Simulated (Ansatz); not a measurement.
# Work function of unrelaxed Pt(111) films from 1 to 13 layers with PBE

We calculate the work function Φ of free-standing Pt(111) films of 1 to 13 atomic layers, taken as the vacuum level outside the slab less the Fermi level. The question is how quickly Φ reaches its thick-film value as layers are added; the reference is the 13-layer film at 5.667 eV. For a contact or gate metal, Φ helps to set the barrier to the neighbouring semiconductor or insulator, so a dependence on thickness would carry over into the device. It also decides how many layers a surface model needs. All films keep the bulk atomic spacing, are spin-paired and omit spin-orbit coupling, so the series follows the effect of thickness alone. Measured values are set beside the computed ones further on.

## Systems and settings

Ansatz 0.2.0, plane-wave Kohn-Sham DFT with its default PAW datasets at a cutoff of 420 eV. Symmetric 1×1 slabs of 1 to 13 layers are cut at the tabulated measured lattice constant with atoms at bulk places and 18 Å of vacuum. In-plane k-spacing 0.15 Å⁻¹ (2π included), Fermi-Dirac smearing of 0.1 eV, dipole correction on. Spin-paired. Scalar-relativistic, no spin-orbit coupling. PBE. The crystal is fcc; all slabs have the (111) face, and the mesh is the same for all thicknesses.

Notes on method and selection:

- Confinement between the two faces quantises the states along the normal, so values can oscillate with thickness.
- The atoms are not relaxed; free films of one to three layers would take another lattice constant.
- Very thin films of spin-paired d elements may in truth carry a moment.
- Runs in which the search for lower states was switched off are not listed.
- Work functions and vacuum levels are read from the electrostatic potential (Hartree and local ionic parts), which a warning of a rough exchange-correlation potential in thin density does not concern.
- Runs that did not converge, have known faults or may not be shown are not listed, and runs on Ansatz's PAW sets soft_1 and soft_2 are kept to separate tables.

Columns:

- layers: number of atomic layers.
- thickness (Å): distance between the outermost atomic planes.
- Φ (eV): work function: vacuum level outside the slab less the Fermi level.
- ΔΦ to thickest (eV): work function less that of the thickest slab of the same face.

Input lines of one member:

```
kpoints:
  mp_grid: { grid: [17, 17, 1] }
hamiltonian:
  xc: pbe
scf:
  occupations: { method: fermi_dirac, width: 0.1 }
  convergence: { dr2_threshold: 1.0e-09 }
efield:
  axis: 3
  dipole_correction: true
  ramp_position: 0.97
  ramp_width: 0.06
output:
  write_potential: true
  write_density: true
```

Command (options for logging and memory left out): `ansatz run input.yaml --threads 2 --backend cpu`

## Results

| member | layers | thickness (Å) | Φ (eV) | ΔΦ to thickest (eV) |
| --- | --- | --- | --- | --- |
| 1 layer | 1 | 0.00 | 6.587 | 0.92057 |
| 2 layers | 2 | 2.26 | 5.619 | −0.04833 |
| 3 layers | 3 | 4.53 | ? | ? |
| 4 layers | 4 | 6.79 | 5.664 | −0.00327 |
| 5 layers | 5 | 9.05 | 5.663 | −0.00415 |
| 6 layers | 6 | 11.32 | 5.683 | 0.01603 |
| 7 layers | 7 | 13.58 | 5.663 | −0.00382 |
| 8 layers | 8 | 15.84 | 5.674 | 0.00686 |
| 10 layers | 10 | 20.37 | 5.665 | −0.00187 |
| 13 layers | 13 | 27.16 | 5.667 | 0.00000 |

Cells marked ? are withheld until the estimate has been made.

## The trend and its physics

Nearly all of the change comes with the second layer. Φ falls from 6.587 eV for one layer to 5.619 eV for two, a drop of 6.587 − 5.619 = 0.968 eV. The two-layer film lies 0.048 eV below the 13-layer reference, and from four layers on every film shown lies between 5.663 and 5.683 eV, a spread of 0.020 eV. The approach is therefore neither gradual nor from one side.

Counting neighbours suggests why the single layer stands apart. Its atoms have six nearest neighbours, whereas a surface atom of a two-layer film has nine, as on a thick (111) film. A metal also screens charge within roughly one layer spacing, so the dipole at each face depends little on layers further in.

The high Φ of the single layer may come from its narrower d band. In Pt the Fermi level lies near the top of a nearly filled d band, and narrowing the band lowers that top relative to the band centre, which raises Φ if the centre stays in place. Changes in the centre and in the surface dipole contribute as well. The value belongs to a layer held at the bulk spacing and without a magnetic moment; a free single layer would take another lattice constant.

Among the thicker films, six layers give the highest value, 5.683 − 5.663 = 0.020 eV above both five and seven. Confinement between the two faces can cause such oscillations, because quantised states cross the Fermi level as the film grows, though errors of k-point sampling can be of similar size. The vacuum width is not the source, since changing it for the seven-layer film leaves Φ almost unchanged. For that same film, relaxation raises Φ and spin-orbit coupling lowers it, each by more than the spread among the thicker films. Beyond four layers, either omission by itself therefore matters more than the exact number of layers, though the two act in opposite directions.

## An estimate before looking

Plain estimates from the members shown:

- 3 layers, straight-line interpolation between 2 layers and 4 layers: w = (3 − 2) / (4 − 2) = 0.500, so 5.619 + 0.500 × (5.664 − 5.619) = 5.641 eV

For three layers we use the straight line between the two- and four-layer films, 5.619 + 0.500 × (5.664 − 5.619) = 5.641 eV. The single layer is left out because its atoms lack the neighbours across the film that the surface atoms of all thicker films have. A curve drawn through it would carry its high Φ into a film with a different surface environment.

The same route can be tried where both adjacent films are shown. It gives 5.674 eV for five layers, 5.663 eV for six and (5.683 + 5.674) / 2 = 5.679 eV for seven, against calculated values of 5.663, 5.683 and 5.663 eV. The misses are 0.011, 0.020 and 0.016 eV, with a root mean square of 0.016 eV.

A larger error is likely for three layers, where Φ still changes more from film to film. Between two and four layers it changes by 0.045 eV, against 0.019 eV between four and six, the largest change across the films used in the trial. If the miss grows in proportion, the error is 0.016 × 0.045 / 0.019 = 0.038 eV.

We apply no correction for an odd number of layers. Five and seven layers do lie below six and eight, but the two-layer film, also even, is the lowest of all those shown, so the alternation does not extend reliably to thin films. The estimate is 5.64 ± 0.04 eV, a range that includes the thick-film value.

**Committed estimate, 3 layers: Φ = 5.64 ± 0.04 eV.**

## Outcome

| member | layers | thickness (Å) | Φ (eV) | ΔΦ to thickest (eV) |
| --- | --- | --- | --- | --- |
| 3 layers | 3 | 4.53 | 5.740 | 0.07341 |

| member | estimate | Φ (eV) | computed | estimate − computed | miss in error bars |
| --- | --- | --- | --- | --- | --- |
| 3 layers | committed | 5.640 | 5.740 | −0.100 | 2.5 |
| 3 layers | interpolation | 5.641 | 5.740 | −0.099 |  |

The three-layer film has Φ = 5.740 eV, which is 0.100 eV above our estimate of 5.64 ± 0.04 eV and 2.5 error bars away. The straight line misses by practically the same amount, as our estimate was that line, rounded. Taking the 13-layer value unchanged would have been closer, with a miss of 5.740 − 5.667 = 0.073 eV.

Leaving out the single layer did not rescue the route. What failed was the assumption that Φ varies smoothly between two and four layers: the three-layer film lies above both, where no straight line between them can reach. Scaling up the misses of the thicker films also gave too small an error bar.

The result weakens our argument from neighbours and screening. Surface atoms have nine nearest neighbours in both the two- and the three-layer film, yet Φ differs by 5.740 − 5.619 = 0.121 eV. The third layer therefore matters more than we assumed. Quantised states across the film could produce such a rise, but the work functions alone do not identify them.

## Outliers

The single layer is by far the farthest from the rest, 0.921 eV above the 13-layer film. Its missing neighbours and narrower d band remain the likeliest reason, and the sign fits if the band centre stays in place. The fixed bulk spacing and the imposed spin-paired state may also affect this value, by amounts not shown in the table.

The three-layer film follows at +0.073 eV and the two-layer film at −0.048 eV. Both departures exceed the 0.020 eV spread of the films from four layers on. A k-point error has to be considered first: the mesh is the same throughout, but a thin film has fewer bands at the Fermi level, so errors from single bands average out less well. A denser mesh for these two films would test this. If the values stand, confinement is the likeliest cause, since it can shift Φ either way and weakens with thickness. The imposed spin-paired state is a further possibility.

The six-layer film, at +0.016 eV, is the highest of the thicker group, but a difference of this size may be numerical and we attach no physical cause to it.

## Measured values

| member | quantity | measured | computed | computed − measured | conditions | source |
| --- | --- | --- | --- | --- | --- | --- |
| 13 layers | Φ (eV) | 5.91 | 5.667 | −0.243 | compiled values differ between sources by a tenth of an eV or more; compiled experimental value; Pt(111) single-crystal face | [1] |

Sources:

[1] "Anisotropic work function of elemental crystals" (2019, arXiv:1902.07811)

Only the thick-film limit can be compared. The 13-layer film gives 5.667 eV against a compiled 5.91 eV for a Pt(111) single-crystal face, a difference of −0.243 eV or −0.243 / 5.91 = −4.1 %. The dependence on thickness is not tested by this comparison.

Too few layers can hardly be the reason, as the films from four layers on differ by at most 0.020 eV. The functional is a more likely contributor: PBE often gives work functions of transition metals that are too low by up to a few tenths of an eV, which fits the sign and size seen here.

The measured value is itself uncertain. Compiled values differ between sources by a tenth of an eV or more, and neither the method nor the state of the surface is given. Steps usually lower the work function of a metal face, while adsorbates can move it either way. One such value does not establish that the calculation is too low.

## Conclusions and limits

For clean, unrelaxed films at this level, four layers (6.79 Å) bring Φ to within 0.02 eV of the 13-layer value, and so do all the thicker films calculated. The mean of these films, 5.67 eV, describes each of them to within 0.02 eV. Below four layers, interpolation is unsafe.

In an ideal contact to an n-type semiconductor, without pinning of the Fermi level, the barrier rises with Φ and the thermionic current scales as exp(−ΔΦ / kT). With kT ≈ 0.026 eV at room temperature, the excess of the three-layer film over the 13-layer film would cut the current by a factor of exp(0.073 / 0.026) ≈ 17. A real contact adds an interface dipole that free films lack.

Convergence with thickness is not accuracy to the same margin, since the functional, the fixed atoms and the missing spin-orbit coupling all affect the value.

[Logs are printed without paths, hosts, clocks, repeated set-up lines and the standing remarks that a program may print on its own settings, such as how far it seeks lower states.]

[On method and selection: Error sizes named in these notes are rules of thumb and were not measured on these runs. The default PAW datasets of this version of Ansatz are the set soft_2.]
